## What is to be shown

A sound wave much longer than the lattice spacing can be described by the lattice dynamics of the atoms or by continuum elasticity. Equating the two descriptions expresses the elastic constants through interatomic force constants. This is the method of long waves of Born and Huang (1954). At each **Predict**, write down your answer before reading on.

Greek indices are Cartesian and are summed when repeated. Atom $\kappa$ in cell $l$ sits at $\mathbf x(l\kappa)$ and has mass $m_\kappa$. The cell has volume $\Omega$, and $\rho=\sum_\kappa m_\kappa/\Omega$. Stress is positive in tension.

## Premises

1. The nuclei move on an adiabatic potential $U$, expanded to second order about a periodic structure in which the force on every atom vanishes. The force constants are $\Phi_{\alpha\beta}(l\kappa;l'\kappa')=\partial^2U/\partial u_\alpha(l\kappa)\,\partial u_\beta(l'\kappa')$.
2. $U$ is unchanged by rigid translations and rotations.
3. The force constants fall off fast enough for their second moments to converge, and no macroscopic electric field accompanies the wave.
4. All optical frequencies at $\mathbf q=0$ are real and nonzero.
5. The reference structure carries no stress. We keep a stress $\sigma_{\alpha\gamma}$ until Step 5, to see where this premise enters.

## Step 1: three properties of the force constants

Write $\mathbf r=\mathbf x(l\kappa')-\mathbf x(0\kappa)$ and abbreviate $\Phi_{\alpha\beta}(0\kappa;l\kappa')$ as $\Phi_{\alpha\beta}$ inside sums.

*Exchange.* Derivatives commute and the lattice is periodic, so $\Phi_{\alpha\beta}(0\kappa;l\kappa')=\Phi_{\beta\alpha}(0\kappa';-l\,\kappa)$, and $\mathbf r$ changes sign.

*Translation.* The force on atom $0\kappa$ is $-\sum_{l\kappa'}\Phi_{\alpha\beta}u_\beta(l\kappa')$. A uniform $\mathbf u$ produces none, so $\sum_{l\kappa'}\Phi_{\alpha\beta}=0$.

*Rotation.* A small rotation is $u_\beta=\theta_{\beta\lambda}x_\lambda$ with antisymmetric $\theta$. It rotates the forces, and zero forces stay zero. The translation rule lets us replace $\mathbf x(l\kappa')$ by $\mathbf r$. Hence
$$\Lambda_{\mu,\beta\lambda}(\kappa)\equiv\sum_{l\kappa'}\Phi_{\mu\beta}\,r_\lambda=\Lambda_{\mu,\lambda\beta}(\kappa).$$
$\Lambda_{\mu,\beta\lambda}(\kappa)$ is minus the force on atom $\kappa$ per unit homogeneous gradient $\partial u_\beta/\partial x_\lambda$ when all atoms follow that gradient.

## Step 2: expansion in the wave vector

Insert $u_\alpha(l\kappa)=u_\alpha(\kappa)\,e^{i\mathbf q\cdot\mathbf x(l\kappa)-i\omega t}$, with the phase taken at the atomic position:
$$m_\kappa\omega^2u_\alpha(\kappa)=\sum_{\kappa'}\tilde\Phi_{\alpha\beta}(\kappa\kappa';\mathbf q)\,u_\beta(\kappa'),\qquad \tilde\Phi_{\alpha\beta}=\sum_l\Phi_{\alpha\beta}\,e^{i\mathbf q\cdot\mathbf r}.$$
The dynamical matrix is $\tilde\Phi/\sqrt{m_\kappa m_{\kappa'}}$. By premise 3,
$$\tilde\Phi_{\alpha\beta}=\Phi^{(0)}_{\alpha\beta}+i\,\Phi^{(1)}_{\alpha\beta,\gamma}q_\gamma+\tfrac12\Phi^{(2)}_{\alpha\beta,\gamma\lambda}q_\gamma q_\lambda+\dots$$
$$\Phi^{(0)}=\sum_l\Phi,\qquad \Phi^{(1)}_{\gamma}=\sum_l\Phi\,r_\gamma,\qquad \Phi^{(2)}_{\gamma\lambda}=-\sum_l\Phi\,r_\gamma r_\lambda .$$
All three are real. Under the exchange $(\alpha\kappa)\leftrightarrow(\beta\kappa')$, $\Phi^{(0)}$ and $\Phi^{(2)}$ are symmetric and $\Phi^{(1)}$ is antisymmetric, because it holds one power of $\mathbf r$. Also $\sum_{\kappa'}\Phi^{(1)}_{\mu\beta,\lambda}(\kappa\kappa')=\Lambda_{\mu,\beta\lambda}(\kappa)$.

For an acoustic branch set $u=u^{(0)}+i\,u^{(1)}+u^{(2)}+\dots$, with $u^{(n)}$ of order $q^n$, and let $\omega^2$ vanish with $q$.

**Predict:** which vectors solve the zeroth-order equation $\Phi^{(0)}u^{(0)}=0$?

The translation rule makes every $\kappa$-independent vector a solution, and premise 4 excludes any other. So $u^{(0)}_\alpha(\kappa)=u_\alpha$.

## Step 3: first order, the internal displacement

Suppose first that $\omega^2$ has no term linear in $q$. The terms of order $q$ give
$$\sum_{\kappa'}\Phi^{(0)}_{\mu\nu}(\kappa\kappa')\,u^{(1)}_\nu(\kappa')=-\Lambda_{\mu,\beta\lambda}(\kappa)\,u_\beta q_\lambda .$$

**Predict:** $\Phi^{(0)}$ is singular. What must the right side satisfy, and which premise secures it?

Summing over $\kappa$ annihilates the left side, since $\Phi^{(0)}$ is symmetric and obeys the translation rule. We need $S_{\mu\beta\lambda}=\sum_\kappa\Lambda_{\mu,\beta\lambda}(\kappa)=0$. Exchange makes $S$ antisymmetric in its first two indices, and rotation makes it symmetric in its last two. Apply the two rules in turn:
$$S_{\mu\beta\lambda}=-S_{\beta\mu\lambda}=-S_{\beta\lambda\mu}=S_{\lambda\beta\mu}=S_{\lambda\mu\beta}=-S_{\mu\lambda\beta}=-S_{\mu\beta\lambda}.$$
So $S=0$. A linear term in $\omega^2$ would have entered this sum as $\rho\Omega\,\omega^2u_\mu=iS_{\mu\beta\lambda}u_\beta q_\lambda$, so it vanishes as supposed.

To solve, hold one sublattice fixed: delete its three rows and columns from $\Phi^{(0)}$, invert the rest, which is positive definite by premise 4, and pad with zeros. Call the symmetric result $\Gamma$:
$$u^{(1)}_\mu(\kappa)=-\sum_{\kappa'}\Gamma_{\mu\nu}(\kappa\kappa')\,\Lambda_{\nu,\beta\lambda}(\kappa')\,u_\beta q_\lambda .$$
The deleted equations hold too, because both sides sum to zero over $\kappa$. Since $iu_\beta q_\lambda$ is the local displacement gradient, $iu^{(1)}$ is the shift of the sublattices that cancels the forces set up by the local strain.

## Step 4: second order, the wave equation

The terms of order $q^2$, with $i\cdot i=-1$ in the cross term, are
$$m_\kappa\omega^2u_\alpha=\sum_{\kappa'}\Big[\Phi^{(0)}_{\alpha\mu}u^{(2)}_\mu(\kappa')-\Phi^{(1)}_{\alpha\mu,\gamma}q_\gamma u^{(1)}_\mu(\kappa')+\tfrac12\Phi^{(2)}_{\alpha\beta,\gamma\lambda}q_\gamma q_\lambda u_\beta\Big].$$

**Predict:** how is the unknown $u^{(2)}$ removed, and what sign does the middle term acquire?

Sum over $\kappa$ again; the first term drops. In the second, antisymmetry gives $\sum_\kappa\Phi^{(1)}_{\alpha\mu,\gamma}(\kappa\kappa')=-\Lambda_{\mu,\alpha\gamma}(\kappa')$, so it becomes $+\sum_{\kappa'}\Lambda_{\mu,\alpha\gamma}(\kappa')q_\gamma u^{(1)}_\mu(\kappa')$. A uniform vector added to $u^{(1)}$ contributes $S=0$, so the choice of fixed sublattice is immaterial. Insert $u^{(1)}$ and divide by $\Omega$:
$$\rho\omega^2u_\alpha=\big\{[\alpha\beta,\gamma\lambda]+(\alpha\gamma,\beta\lambda)\big\}\,q_\gamma q_\lambda u_\beta ,$$
$$[\alpha\beta,\gamma\lambda]=-\frac1{2\Omega}\sum_{\kappa\kappa' l}\Phi_{\alpha\beta}\,r_\gamma r_\lambda ,\qquad(\alpha\gamma,\beta\lambda)=-\frac1\Omega\sum_{\kappa\kappa'}\Lambda_{\mu,\alpha\gamma}(\kappa)\,\Gamma_{\mu\nu}(\kappa\kappa')\,\Lambda_{\nu,\beta\lambda}(\kappa').$$
The square bracket is symmetric in $\gamma\lambda$ by inspection and in $\alpha\beta$ by exchange. Its first pair holds two polarisations and its second pair two directions. The round bracket pairs a polarisation with a direction, as a strain does. It is symmetric within each pair by rotation and between pairs because $\Gamma$ is symmetric: these are the Voigt symmetries of an elastic tensor.

## Step 5: matching to the continuum

In a region large against the range of the forces and small against the wavelength, the deformation is homogeneous up to corrections that vanish with $q$. The sublattices stay relaxed because $\omega$ is far below the optical frequencies. The energy per reference volume is then that of a relaxed homogeneous deformation. By rotational invariance it depends on $e_{\alpha\gamma}=\partial u_\alpha/\partial x_\gamma$ only through $\eta_{\alpha\gamma}=\tfrac12(e_{\alpha\gamma}+e_{\gamma\alpha}+e_{\mu\alpha}e_{\mu\gamma})$:
$$W=\sigma_{\alpha\gamma}\eta_{\alpha\gamma}+\tfrac12C_{\alpha\gamma,\beta\lambda}\eta_{\alpha\gamma}\eta_{\beta\lambda},$$
which defines $C$ with Voigt symmetry. To second order in $e$, $W=\sigma_{\alpha\gamma}e_{\alpha\gamma}+\tfrac12A_{\alpha\gamma,\beta\lambda}e_{\alpha\gamma}e_{\beta\lambda}$ with $A_{\alpha\gamma,\beta\lambda}=C_{\alpha\gamma,\beta\lambda}+\delta_{\alpha\beta}\sigma_{\gamma\lambda}$. The linear term is a divergence and exerts no bulk force. The Euler–Lagrange equation $\rho\ddot u_\alpha=\partial_\gamma(\partial W/\partial e_{\alpha\gamma})$ gives $\rho\omega^2u_\alpha=A_{\alpha\gamma,\beta\lambda}q_\gamma q_\lambda u_\beta$.

**Predict:** may we now set $A_{\alpha\gamma,\beta\lambda}=[\alpha\beta,\gamma\lambda]+(\alpha\gamma,\beta\lambda)$?

No. The factor $q_\gamma q_\lambda$ fixes only the part symmetric in $\gamma\lambda$. Define $C^0=C-(\,,)$, which has Voigt symmetry because both terms do. Equality for all $\mathbf q$ and $\mathbf u$ means
$$[\alpha\beta,\gamma\lambda]=\tfrac12\big(C^0_{\alpha\gamma,\beta\lambda}+C^0_{\alpha\lambda,\beta\gamma}\big)+\delta_{\alpha\beta}\sigma_{\gamma\lambda}.$$
Exchanging the pairs turns the $C^0$ part into $\tfrac12(C^0_{\gamma\alpha,\lambda\beta}+C^0_{\gamma\beta,\lambda\alpha})$, which is the same quantity. Therefore
$$[\alpha\beta,\gamma\lambda]-[\gamma\lambda,\alpha\beta]=\delta_{\alpha\beta}\sigma_{\gamma\lambda}-\delta_{\gamma\lambda}\sigma_{\alpha\beta}.$$
For $\sigma=0$ these are the Huang conditions $[\alpha\beta,\gamma\lambda]=[\gamma\lambda,\alpha\beta]$. They also hold for $\sigma_{\alpha\beta}=-p\,\delta_{\alpha\beta}$, so they detect deviatoric stress and are blind to pressure.

**Predict:** with $\sigma=0$, each bracket is half the sum of two of the three pairings of four indices. Which combination isolates the pairing $\alpha\gamma|\beta\lambda$?

Name the pairings $X=C^0_{\alpha\gamma,\beta\lambda}$, $Y=C^0_{\alpha\lambda,\beta\gamma}$, $Z=C^0_{\alpha\beta,\gamma\lambda}$. Voigt symmetry gives $[\alpha\beta,\gamma\lambda]=\tfrac12(X+Y)$, $[\beta\gamma,\alpha\lambda]=\tfrac12(Z+X)$ and $[\beta\lambda,\alpha\gamma]=\tfrac12(Z+Y)$. The first plus the second minus the third is $X$, and so
$$\boxed{C_{\alpha\gamma,\beta\lambda}=[\alpha\beta,\gamma\lambda]+[\beta\gamma,\alpha\lambda]-[\beta\lambda,\alpha\gamma]+(\alpha\gamma,\beta\lambda)}$$

To interpret the parts, deform homogeneously with sublattice shifts $\mathbf w(\kappa)$, so that $u_\beta=e_{\beta\lambda}x_\lambda+w_\beta(\kappa)$. The $w$-dependent harmonic energy per cell is $\tfrac12w\Phi^{(0)}w+w\Lambda e$. Its minimum lies at $w=-\Gamma\Lambda e$ and equals $-\tfrac12(\Lambda e)\Gamma(\Lambda e)=\tfrac12\Omega\,(\alpha\gamma,\beta\lambda)e_{\alpha\gamma}e_{\beta\lambda}$. So $C^0$ is the clamped-ion tensor, and relaxation can only lower the energy of a given strain.

## Step 6: the hexagonal close-packed structure

There are two atoms, A and B. Take $z$ along $c$, $x$ along a basal lattice vector, and $a$ as the basal lattice constant. The six B neighbours of A lie at $(0,a/\sqrt3,\pm c/2)$ and $(\pm a/2,-a/2\sqrt3,\pm c/2)$. The translation and exchange rules with hexagonal symmetry give $\Phi^{(0)}(AA)=-\Phi^{(0)}(AB)=K=\mathrm{diag}(K_\perp,K_\perp,K_\parallel)$, and $S=0$ gives $\Lambda(B)=-\Lambda(A)$. Holding B fixed, $\Gamma(AA)=K^{-1}$.

**Predict:** which of $C_{11},C_{12},C_{13},C_{33},C_{44},C_{66}$ feel the relaxation?

$\Lambda(A)$ is a third-rank tensor invariant under the site symmetry: a threefold axis $z$ and mirrors $z\to-z$ and $x\to-x$. The basal mirror removes components with an odd number of $z$ indices. Components with two $z$ indices form an in-plane vector, which the threefold axis removes. In-plane third-rank tensors invariant under that axis correspond to the real and imaginary parts of $(x+iy)^3$, and the mirror $x\to-x$ keeps $3x^2y-y^3$. One number survives:
$$\Lambda_{y,yy}=-\Lambda_{y,xx}=-\Lambda_{x,xy}=-\Lambda_{x,yx}\equiv\Lambda .$$
With $\Delta=\Lambda^2/(\Omega K_\perp)$ this gives $(xx,xx)=(xy,xy)=-\Delta$ and $(xx,yy)=+\Delta$, and every round bracket with a $z$ index is zero. The boxed formula yields
$$C_{11}=[xx,xx]-\Delta,\quad C_{12}=2[xy,xy]-[yy,xx]+\Delta,\quad C_{66}=[xx,yy]-\Delta,$$
$$C_{13}=2[xz,xz]-[zz,xx],\quad C_{33}=[zz,zz],\quad C_{44}=[xx,zz].$$
Only basal shear relaxes, and $C_{11}+C_{12}$ is untouched. The one Huang condition not already enforced by symmetry is $[xx,zz]-[zz,xx]=\sigma_{zz}-\sigma_{xx}=0$.

## Numerical illustration: a two-parameter model of Mg

Take ideal packing, $c/a=\sqrt{8/3}$, so that $\Omega=\sqrt2a^3$ and each atom has twelve neighbours at distance $a$ along unit vectors $\mathbf n$. With $s_{ij}$ the change of bond length,
$$U=\frac k2\sum_{\rm bonds}s_{ij}^2+\frac g2\sum_i\Big(\sum_{j}s_{ij}\Big)^2 .$$
The $g$ term is a many-body penalty on local dilation. $U$ depends on distances only and has no term linear in $s$, so it is invariant, force-free and stress-free, and at harmonic order $s_{ij}=\mathbf n_{ij}\cdot(\mathbf u_j-\mathbf u_i)$.

*Springs.* Each bond has $\Phi_{\alpha\beta}=-kn_\alpha n_\beta$, so with two equivalent atoms $[\alpha\beta,\gamma\lambda]=(ka^2/\Omega)\sum_{12}n_\alpha n_\beta n_\gamma n_\lambda$. The six basal neighbours give $\sum n_x^4=9/4$ and $\sum n_x^2n_y^2=3/4$. The six others give $1/4$ and $1/12$, with $\sum n_x^2n_z^2=2/3$ and $\sum n_z^4=8/3$. In the unit $b=k/(12\sqrt2a)$ the totals are $30b$, $10b$, $8b$ and $32b$. For $K$ only A–B bonds count: $K_\perp=k\sum n_x^2=k$. In $\Lambda=-ka\sum n_y^3$ the basal bonds cancel in pairs, and the rest give $2\cdot3^{-3/2}(1-\tfrac14)=1/2\sqrt3$. Thus $\Lambda=-ka/2\sqrt3$ and $\Delta=ka^2/12\Omega=b$.

**Predict:** does the $g$ term change $K$ or $\Lambda$?

For a plane wave, $\sum_js_{ij}$ is a linear form $V(\mathbf q)u$, and the term adds $gV^\dagger V$ per atom to $\tilde\Phi$. At $\mathbf q=0$, $V=0$, because $\sum\mathbf n$ vanishes for each group of six bonds. So $V^\dagger V$ starts at $q^2$ and enters the square brackets only. For uniform $\mathbf u$, $Vu=ia\sum n_\beta n_\gamma q_\gamma u_\beta=4ia\,\mathbf q\cdot\mathbf u$. Two atoms give $[\alpha\beta,\gamma\lambda]q_\gamma q_\lambda=Pq_\alpha q_\beta$ with $P=32ga^2/\Omega=16\sqrt2g/a$, that is $[\alpha\beta,\gamma\lambda]=\tfrac P2(\delta_{\alpha\gamma}\delta_{\beta\lambda}+\delta_{\alpha\lambda}\delta_{\beta\gamma})$.

Inputs: a typical $a=3.21$ Å and a typical mass $m=24.305$ u for Mg; assumed $k=0.70$ eV/Å² and assumed $g=0.0045$ eV/Å². These two were chosen so that $C_{44}$ and $C_{13}$ have the size typical of Mg, so those entries test nothing. Then $c=5.24$ Å, $\Omega=46.78$ Å³, $\Lambda=-0.649$ eV/Å, $b=\Delta=0.0128$ eV/Å³ and $P=0.0317$ eV/Å³. With 1 eV/Å³ = 160.2 GPa, $\Delta=2.06$ GPa and $P=5.08$ GPa.

| bracket | form | eV/Å³ |
|---|---|---|
| $[xx,xx]$ | $30b+P$ | 0.417 |
| $[xx,yy]=[yy,xx]$ | $10b$ | 0.128 |
| $[xy,xy]$ | $10b+P/2$ | 0.144 |
| $[xx,zz]=[zz,xx]$ | $8b$ | 0.103 |
| $[xz,xz]$ | $8b+P/2$ | 0.119 |
| $[zz,zz]$ | $32b+P$ | 0.443 |

| constant | form | eV/Å³ | GPa | clamped, GPa |
|---|---|---|---|---|
| $C_{11}$ | $29b+P$ | 0.404 | 64.8 | 66.8 |
| $C_{12}$ | $11b+P$ | 0.173 | 27.7 | 25.7 |
| $C_{66}$ | $9b$ | 0.116 | 18.5 | 20.6 |
| $C_{13}$ | $8b+P$ | 0.135 | 21.6 | 21.6 |
| $C_{33}$ | $32b+P$ | 0.443 | 71.0 | 71.0 |
| $C_{44}$ | $8b$ | 0.103 | 16.5 | 16.5 |

These are the model's numbers, and the third figure describes only the model. The entries obey $C_{66}=(C_{11}-C_{12})/2$. Relaxation lowers $C_{66}$ by 10 per cent and $C_{11}$ by 3.1 per cent, and raises $C_{12}$ by 8.0 per cent. The shift of A against B is $w_y=(a/2\sqrt3)(e_{yy}-e_{xx})$, or 0.927 Å per unit strain. The index order matters: $[xx,yy]$ is the clamped $C_{66}$, and reading it as the clamped $C_{12}$ would lose the whole of $P$. For $g=0$ the brackets are fully symmetric and $C^0$ obeys the Cauchy relations, yet $C_{12}-C_{66}=2\Delta$ remains.

## Range of validity

*Wavelength.* For a transverse wave along $c$ the model gives exactly $m\omega^2=k[1-\cos(qc/2)]=\tfrac18kq^2c^2(1-q^2c^2/48+\dots)$, whose leading term reproduces $C_{44}=8b$. The correction reaches one per cent at $q=0.13$ Å⁻¹, a wavelength of 48 Å. Relaxation requires $\hbar\omega\ll\hbar\sqrt{2K_\perp/m}$, the basal optical mode, 15.5 meV in the model. If that mode softens, $\Delta\propto1/K_\perp$ grows and drives $C_{66}$ to zero first, provided $\Lambda\neq0$.

*Stress.* Keeping $\sigma$, the right side of the boxed formula equals $C_{\alpha\gamma,\beta\lambda}+\delta_{\alpha\beta}\sigma_{\gamma\lambda}+\delta_{\beta\gamma}\sigma_{\alpha\lambda}-\delta_{\beta\lambda}\sigma_{\alpha\gamma}$. Under pressure $p$ it returns $C_{11}-p$, $C_{12}+p$, $C_{44}-p$ and so on, the stress–strain coefficients of the compressed crystal. A pressure of 1 GPa shifts them by about half the model's $\Delta$.

*Long-range forces.* In piezoelectric insulators such as wurtzite AlN the macroscopic field makes $\tilde\Phi$ non-analytic at $\mathbf q=0$ and must be split off first. In Mg it is screened, but Friedel oscillations make real-space second moments converge slowly. For free electrons these oscillations are damped over $\hbar v_F/(2\pi k_BT)$. With an assumed two electrons per atom, $k_F=1.36$ Å⁻¹ and this length is 64 Å at 300 K, so the small-$q$ limit of $\tilde\Phi$ is safer than a sum over a few shells. The force constants must contain the full electronic response; a pair potential derived at fixed volume omits the volume-dependent energy.

*Temperature and geometry.* The result is for a static harmonic lattice. Between 0 K and 300 K, $C_{11}$, $C_{33}$ and the shear constants of Mg typically soften by several per cent, up to about ten, which rivals the relaxation term. Replacing the ideal ratio by the typical $c/a=1.624$ at fixed $k$ and $a$, with $d^2=a^2/3+c^2/4$, gives $\Delta=ka^4/(12d^2\Omega)$, larger by 1.3 per cent. The spring part of $C_{33}$, $6k(c/2)^4/(d^2\Omega)$, falls by 0.6 GPa. Farther shells and non-central A–B forces enter $\Lambda$ and $K_\perp$ directly and are not bounded here, so the symmetry pattern of the relaxation holds for any hcp crystal, while its 2 GPa size belongs to the model.